**Question.** I know the supersymmetric fermion chain Q = Σ c†_i P_(i−1) P_(i+1), H = J{Q,Q†}, whose Witten index on a ring is 2(−1)^j for L = 3j and (−1)^j for L = 3j±1. I want to realise it with spin-polarised K-40 on an open chain, Rydberg-dressed. My potential does not stop at two sites. What does the tail spoil, and by how much?

**Answer.** It spoils [H,Q] = 0, on which the doublets rest. For five sites the damage is about 5% of the gap.

**Where the range enters**

Take P_i = 1 − n_i, F = Σ n_i, P_0 = P_(L+1) = 1 and d†_i = c†_i P_(i−1) P_(i+1). I use Q = Σ(−1)^i d†_i, a gauge choice giving hopping −J. Q² = 0 because non-adjacent d† anticommute and adjacent ones multiply to zero (P_i c†_i = 0). On states without adjacent atoms,

H/J = −Σ(c†_i c_(i+1) + h.c.) + T₂ + n_1 + n_L − 2F + L, with T_r = Σ n_i n_(i+r),

hops into adjacent pairs being excluded. So supersymmetry demands V₁ = ∞, V₂ = J and V_r = 0 for r ≥ 3. Then E = J(‖Qψ‖² + ‖Q†ψ‖²) ≥ 0, and [H,Q] = 0 pairs each ψ with E > 0 and Q†ψ = 0 (f atoms) with Qψ (f+1 atoms). Doublets cancel in W(β) = Tr(−1)^F exp(−βH), leaving zero modes.

Classifying allowed states by the last site gives, for the open chain, W_L = W_(L−1) − W_(L−2), W_0 = 1, W_1 = 0. Hence W = (−1)^j for L = 3j and 3j−1 (one zero mode, j atoms) and 0 for L = 3j+1. The same transfer matrix closed into a ring gives your 2cos(πL/3).

**First correction**

Add δH = Σ_(r≥3) V_r T_r. Since [n_i, d†_i] = d†_i,

[T_r, Q] = Σ(−1)^i d†_i (n_(i−r) + n_(i+r)) ≠ 0.

δH conserves F, so partners do not mix. For levels nondegenerate within their sector, put ε = E/J and ψ′ = Qψ/√ε. Using Q†Qψ = εψ, the splitting is

s = ⟨ψ′|δH|ψ′⟩ − ⟨ψ|δH|ψ⟩ = ⟨ψ|Q†[δH,Q]|ψ⟩/ε.

The zero mode moves by δE₀ = ⟨0|δH|0⟩, and

W(β) = W − β[(−1)^j δE₀ + Σ_doublets (−1)^(f+1) s exp(−βE)].

Tr(−1)^F itself (β = 0) is a state count and survives, but it no longer forces a level at zero.

**L = 5 exactly**

Sectors F = 0…3 hold 1, 5, 6, 1 states, so W = 1. For F = 2, basis (13, 14, 15, 24, 25, 35), the diagonal is (3, 2, 3, 2, 2, 3)J, with −J on the links 13–14, 14–15, 14–24, 15–25, 24–25, 25–35. The zero mode is (1, 3, 2, 3, 3, 1)/√33. T₃ projects on 14 and 25, T₄ on 15:

δE₀ = (6/11)V₃ + (4/33)V₄.

The (1,2) doublets lie at E/J = 1.382, 2.382, 3.618, 4.618. One atom feels no tail, so s = ⟨δH⟩ in the F = 2 member, where ⟨T₃⟩ = 0.72, 0.044, 0.28, 0.41. The lowest is (1, φ, 0, 0, −φ, −1), φ = (1+√5)/2, with E = J(5−√5)/2 and s = V₃(5+√5)/10. Because the four splittings differ, redefining the −2F term cannot remove them.

**K-40 numbers**

Typical inputs: spacing a = 532 nm, depth 10 E_R, mass 39.964 u, flat box with end offsets J. Then E_R = h²/(8ma²) = h × 4.41 kHz, and a quarter of the lowest bandwidth gives J = 0.0192 E_R = h × 85 Hz.

Fourth-order dressing (Rabi frequency Ω, red detuning Δ, repulsive C₆) gives V(r) = U₀/(1 + (r/R_c)⁶), U₀ = ħΩ⁴/(8Δ³), R_c⁶ = C₆/(2ħΔ). Choose R_c = a and tune V₂ = J: U₀ = 65J = h × 5.5 kHz, reached at Ω/Δ = 0.2 with Ω/2π = 5.5 MHz, Δ/2π = 28 MHz. Then V₁ = 32.5J, V₃ = (65/730)J = 0.089J (7.6 Hz), V₄ = 0.016J. No R_c brings V₃/V₂ below (2/3)⁶ = 0.088.

- Zero mode: V₃ lifts it by 0.049J (4.1 Hz); full diagonalisation with V₃ gives 0.048J. V₄ adds 0.002J.
- Lowest doublet: s = 0.064J (5.5 Hz), 5% of the 117 Hz gap.
- Free of the chemical potential: the 1.382–2.382 spacing is J for one atom, and V₃ makes it 0.060J smaller for two.
- Index at β = 1/J, V₃ only: Tr T₃ exp(−βH) = 0.74, so W falls from 1 by 0.066. The second-order term is at most (βV₃)²/2 times that trace, 0.003.

**Rivals**

Finite V₁. A hop out of the zero mode reaches 12, 23, 34, 45 with amplitudes 1, 4, 4, 1 (over √33), so δE₀ = −(34/33)J²/V₁ = −0.032J. The doublet's F = 2 member gives amplitudes 1, 1, −1, −1 over norm² 2(1+φ²), hence s = −(1−1/√5)J²/V₁ = −0.017J. The next order is smaller by about J/V₁, 3%.

Second-neighbour hopping. The band ε(k) gives it as +J′ with 8J′ = ε(0) + ε(π/a) − 2ε(π/2a), J′ = 0.012J. Its expectation value is (8/33)J′ in the zero mode (+0.003J), 1.02J′ in the doublet's one-atom member and zero in its partner, so s = −0.012J.

Wannier spread. With harmonic orbitals the pair distance has variance σ² = a²/(π²√10); the factor 1 + σ²V″/(2V) lowers V₃/V₂ by about 7% and V₁/V₂ by about 10%.

The tail is thus the largest single term, but the first two rivals remove roughly half of it. The sums, about 0.02J for δE₀ and 0.035J (3 Hz) for s, are differences good only to tens of percent.

Decay outweighs all of this. The Rydberg admixture (Ω/2Δ)² = 0.01 with a typical 20 μs lifetime gives 2 ms per atom, a width of 80 Hz. At these parameters the tail's few hertz are unresolved, and become visible only with a dressed lifetime tens of times longer.